## A wrong route to the Ni L$_2$ linear dichroism of NiO: higher harmonics assigned to E1

### The E1 amplitude

Take time dependence $e^{-i\omega t}$, incoming and outgoing polarisations $\mathbf e,\mathbf e'$, wavenumber $k$, and a quantisation axis $\mathbf m$ along the local moment. With $\mathbf m\parallel z$, set $\mathbf u_{\pm1}=\mp(\hat{\mathbf x}\pm i\hat{\mathbf y})/\sqrt2$ and $\mathbf u_0=\hat{\mathbf z}$. Then $\mathbf e\cdot\mathbf r=\sum_M(\mathbf u_M^*\cdot\mathbf e)(\mathbf u_M\cdot\mathbf r)$, and $\mathbf u_M\cdot\mathbf r$ raises the angular momentum along $\mathbf m$ by $M$. If the site is axially symmetric about $\mathbf m$, absorption and re-emission carry the same $M$. A fourfold axis suffices, because $|M-M'|\le2$. The elastic amplitude near resonance, a length, is

$$f=\frac{3}{2k}\sum_{M}(\mathbf e'^*\cdot\mathbf u_M)(\mathbf u_M^*\cdot\mathbf e)\,F_{1M},\qquad F_{1M}=\sum_{a,\eta}\frac{p_a\,\Gamma_x/\Gamma}{x-i}.$$

Here $p_a$ is the population of initial state $a$, $\Gamma$ is the width of intermediate state $\eta$, $x=2(E_\eta-E_a-\hbar\omega)/\Gamma$, and $\Gamma_x=\tfrac43\alpha\hbar\omega k^2|\langle\eta|\mathbf u_M\cdot\mathbf r|a\rangle|^2$ with $\alpha$ the fine-structure constant. Expanding the three projectors gives the result of Hannon, Trammell, Blume and Gibbs (1988):

$$f_{E1}=(\mathbf e'^*\cdot\mathbf e)F^{(0)}-i(\mathbf e'^*\times\mathbf e)\cdot\mathbf m\,F^{(1)}+(\mathbf e'^*\cdot\mathbf m)(\mathbf e\cdot\mathbf m)F^{(2)},\tag{1}$$

with $F^{(0)},F^{(1)},F^{(2)}$ equal to $3/4k$ times $F_{11}+F_{1,-1}$, $F_{11}-F_{1,-1}$ and $2F_{10}-F_{11}-F_{1,-1}$.

In the $\sigma\sigma$ channel $\mathbf e'=\mathbf e$ is real, so the linear term vanishes there. For a spiral $\mathbf m=(\cos\psi,\sin\psi,0)$ with $\psi=\boldsymbol\tau\cdot\mathbf R$, Eq. (1) is of second degree in $e^{\pm i\psi}$ and gives satellites at $\pm\tau$ and $\pm2\tau$ only. The optical theorem $\sigma_{\rm abs}=(4\pi/k)\,\mathrm{Im}f(\text{forward})$ gives $\sigma_+-\sigma_-=(8\pi/k)(\hat{\mathbf k}\cdot\mathbf m)\,\mathrm{Im}F^{(1)}$ for helicities $\pm1$ (XMCD) and $\sigma_\parallel-\sigma_\perp=(4\pi/k)\,\mathrm{Im}F^{(2)}$ (XMLD).

### Setting

Ni$^{2+}$ in NiO is $t_{2g}^6e_g^2$, with one hole each in $3z^2-r^2$ and $x^2-y^2$. Consider a single-domain film whose spin axis is assumed to lie along the fourfold axis [001]. The sample is turned about [010], with $\mathbf e$ and $\mathbf k$ in the (010) plane and $\mathbf e=(\sin\theta,0,\cos\theta)$. The signal is taken proportional to $\sigma_{\rm abs}$. The L$_2$ edge, at approximately 870 eV, shows two peaks, $a$ and $b$. As illustrative inputs, treated as exact and not measured, take $I_\parallel=1.10$, $I_\perp=0.95$ for $a$ and $I_\parallel=0.90$, $I_\perp=1.05$ for $b$, at $\theta=0$ and $90^\circ$. Which peak lies lower in energy is left open. The peak ratio $R=I_a/I_b$ has end values $R_\parallel=1.222$ and $R_\perp=0.905$.

### The attempt (wrong)

**The argument of this subsection is wrong, and (W1)–(W3) must not be used.**

"The dipole transition $2p\to3d$ ends in an $l=2$ orbital, so the polarisation must be projected on $l=2$ harmonics about $\mathbf m$. For linear polarisations,

$$f_{E1}\overset{?}{=}\frac{4\pi}{5}\sum_{M=-2}^{2}Y_{2M}(\mathbf e')\,Y^*_{2M}(\mathbf e)\,G_M .\tag{W1}$$

The $M=1$ term is $\tfrac32(\mathbf e'\cdot\mathbf m)(\mathbf e\cdot\mathbf m)[\mathbf e'\cdot\mathbf e-(\mathbf e'\cdot\mathbf m)(\mathbf e\cdot\mathbf m)-i(\mathbf e'\times\mathbf e)\cdot\mathbf m]\,G_1$. It contains third and fourth powers of $\mathbf m$, so E1 yields satellites at $3\tau$ and $4\tau$. In NiO only the two $e_g$ harmonics are empty. With strengths $A$ and $B$ for them,

$$I_W(\theta)=A\,\tfrac14(3\cos^2\theta-1)^2+B\,\tfrac34\sin^4\theta .\tag{W2}$$

Matching the end points gives $A=I_\parallel$ and $B=(4I_\perp-I_\parallel)/3$, which is 0.90 for $a$ and 1.10 for $b$. In Fourier form,

$$I_W=\frac{2I_\parallel+3I_\perp}{8}+\frac{I_\parallel-I_\perp}{2}\cos2\theta+\frac{2I_\parallel+I_\perp}{8}\cos4\theta .\tag{W3}$$

For peak $a$ the coefficients are 0.631, 0.075 and 0.394, so the dipole dichroism is dominated by a fourth harmonic 5.25 times the second."

### The symptom

Heat an unstrained crystal above the Néel temperature. It is then cubic, so $I_\parallel=I_\perp=I$, and (W3) becomes $I\,(5+3\cos4\theta)/8$, which falls to $I/4$ at $45^\circ$. Dipole absorption, however, is $\mathbf e^*\cdot\mathsf T\,\mathbf e$ with a $3\times3$ tensor $\mathsf T$, and cubic symmetry makes $\mathsf T$ a multiple of the unit matrix. The attempt predicts a fourfold loss of intensity where none is allowed.

The peak ratio shows a second sign. At $\cos^2\theta=1/3$, that is $\theta=54.7^\circ$, a uniaxial tensor returns the isotropic spectrum, here $R=1.000$. Equation (W2) gives $B_a/B_b=0.818$, outside the interval between $R_\perp$ and $R_\parallel$.

### The faulty line

The fault is (W1). The rank of the harmonic that carries the polarisation is the rank $L$ of the photon operator, not the $l$ of the final orbital. The E1 operator $\mathbf e\cdot\mathbf r$ is linear in $\mathbf e$, whereas $Y_{2M}(\mathbf e)$ is quadratic, so (W1) also violates superposition of fields. The $l$ of the orbital enters only the matrix elements inside $F_{1M}$. Vertices of ranks $L$ and $L'$ couple to ranks $|L-L'|,\dots,L+L'$, so for an ion axial about $\mathbf m$ the amplitude is a polynomial of degree $L+L'$ in $\mathbf m$. E1–E1 stops at degree two. Degree four needs $L+L'\ge4$, at lowest order E2–E2 or E1–E3. With equal ranks, degrees three and four need $L=2$. The E2 operator $\tfrac i2(\mathbf k\cdot\mathbf r)(\mathbf e\cdot\mathbf r)$ supplies them, its rank-2 tensor being built from $\mathbf e$ and $\mathbf k$ rather than from $\mathbf e$ twice. For a regular spiral, $3\tau$ and $4\tau$ satellites therefore mark a process beyond pure E1, such as the E2 channel $2p\to4f$ at a rare-earth L edge.

The degree count in $\mathbf m$ has limits. A bunched or squared-up structure has higher harmonics in $\mathbf m(\mathbf R)$ itself. A crystal field makes $\mathsf T$ depend on the direction of $\mathbf m$ in the lattice, so turning $\mathbf m$ against the lattice can add higher harmonics within E1. Neither case arises here, since $\mathbf m$ is fixed on [001]. The count in $\mathbf e$ has no such exception: E1 absorption never exceeds $\cos2\theta$.

### The mended calculation

First repeat the orbital argument with the $2p$ level included. With real normalised harmonics and a common radial factor, the squared angular elements of $\mathbf e\cdot\hat{\mathbf r}$ summed over $p_x,p_y,p_z$ are

$$3z^2-r^2:\ \frac{4\cos^2\theta+\sin^2\theta}{15},\qquad x^2-y^2:\ \frac{3\sin^2\theta}{15}.$$

Each is of second degree, and the sum is $4/15$ at every angle, as cubic symmetry demands. The L$_2$ projector is $(1-2\,\mathbf l\cdot\mathbf s)/3$ with $\hbar=1$, and for spin $s_z=-\tfrac12$ it reduces to $(1+l_z)/3$. The $l_z$ matrix is antisymmetric in the real $p$ basis and drops out for real amplitudes, so L$_2$ keeps one third of the same weights. In this one-electron picture the integrated edge has no linear dichroism. The XMLD is a transfer of weight between multiplet peaks, and the inputs were chosen with equal sums over $a$ and $b$ to mimic that.

For the many-electron ion, apply Eq. (1) in the forward direction. The $F^{(1)}$ term vanishes for real $\mathbf e$. The $F^{(2)}$ term is even in $\mathbf m$, so both sublattices add. With $I_\perp\propto\mathrm{Im}F^{(0)}$ and $I_\parallel\propto\mathrm{Im}(F^{(0)}+F^{(2)})$,

$$I(\theta)=I_\perp+(I_\parallel-I_\perp)\cos^2\theta=\frac{I_\parallel+I_\perp}{2}+\frac{I_\parallel-I_\perp}{2}\cos2\theta .\tag{2}$$

A tetragonal strain along [001] keeps this form and is already contained in $I_\parallel-I_\perp$.

A true fourth harmonic needs two factors of $\mathbf e$ and two of $\hat{\mathbf k}=(\cos\theta,0,-\sin\theta)$, hence order $(kr)^2$, from E2–E2 or from E1–E3 interference. Magnetic terms of this order contain $\hat{\mathbf k}\times\mathbf e$, which stays along [010], and stop at $\cos2\theta$. From $2p$ the even E2 operator reaches $p$ and $f$ states, and parity excludes $3d$ at the centrosymmetric Ni site, where E1–E2 interference also vanishes. The scale of E2 relative to E1 is $(kr/2)^2$. At 870 eV, $k=0.441$ Å$^{-1}$. A hydrogenic $2p$ radius $r=5a_0/Z_{\rm eff}$ with approximate $Z_{\rm eff}=24$ is 0.11 Å. This gives $6\times10^{-4}$, an order-of-magnitude estimate.

In peaks $a$ and $b$ the leading fourth harmonic is therefore E1–E3. The next term of the electric operator, $-\tfrac16(\mathbf k\cdot\mathbf r)^2(\mathbf e\cdot\mathbf r)$, is odd and connects $2p$ to $3d$. Summed over $p_x,p_y,p_z$ and the two $e_g$ holes, the products of the angular elements of $\mathbf e\cdot\hat{\mathbf r}$ and $(\hat{\mathbf k}\cdot\hat{\mathbf r})^2(\mathbf e\cdot\hat{\mathbf r})$ give $\tfrac{3}{35}\sin^22\theta+\tfrac{2}{105}$. The cross term carries the factor $-k^2\rho^2/3$ with $\rho^2=\langle3d|r^3|2p\rangle/\langle3d|r|2p\rangle$. Relative to the dipole weight $4/15$, its angular part is $-\tfrac{3}{28}(k\rho)^2\sin^22\theta$, a $\cos4\theta$ coefficient of $\tfrac{3}{56}(k\rho)^2$. With $\rho=0.11$ Å this is $1.3\times10^{-4}$. A $3d$ radial function growing as $r^2$ over the whole hydrogenic $2p$ shell, which overestimates $\rho$, gives $\rho^2=224\,a_0^2/Z_{\rm eff}^2$ and $1.1\times10^{-3}$. These one-electron values for the integrated edge set the scale only.

At the Ni K pre-edge, by contrast, $1s\to3d$ is E2-allowed, and

$$(\mathbf e\cdot\mathbf r)(\hat{\mathbf k}\cdot\mathbf r)=\tfrac12\sin2\theta\,(x^2-z^2)+\cos2\theta\,xz .$$

The first term is pure $e_g$, so absorption into the $e_g$ holes varies as $\sin^22\theta=(1-\cos4\theta)/2$. This fourth harmonic is tied to the crystal axes and appears because $\mathbf e$ and $\mathbf k$ turn together. It peaks at $45^\circ$, where the cubic limit of (W3) has its minimum.

### Size of the error

Subtracting (2) from (W3) gives

$$I_W-I=-\frac{2I_\parallel+I_\perp}{4}\sin^22\theta .$$

The second harmonic survives the slip because the end points were fitted. Everything between them is wrong. For peak $a$ the deficit reaches 0.79 at $45^\circ$, against a correct intensity of 1.025.

| $\theta$ | $I_{W,a}/I_a$ | $R_W$ | $R$ from (2) | $R_W/R-1$ (%) |
|---|---|---|---|---|
| $30^\circ$ | 0.444 | 1.171 | 1.133 | 3.3 |
| $45^\circ$ | 0.232 | 0.905 | 1.051 | $-13.9$ |
| $54.7^\circ$ | 0.300 | 0.818 | 1.000 | $-18.2$ |

Much of the spurious modulation cancels in the ratio, which hides the slip when only normalised spectra are inspected. The remainder is still large on the scale of the effect. The whole dichroic range is $R_\parallel-R_\perp=0.317$, and the miss of 0.182 at $54.7^\circ$ is 57% of it. The spurious fourth harmonic of peak $a$ is 0.62 of its own mean, more than 500 times the upper E1–E3 estimate of $1.1\times10^{-3}$ and about three orders of magnitude above the E2 scale of $6\times10^{-4}$ at this edge.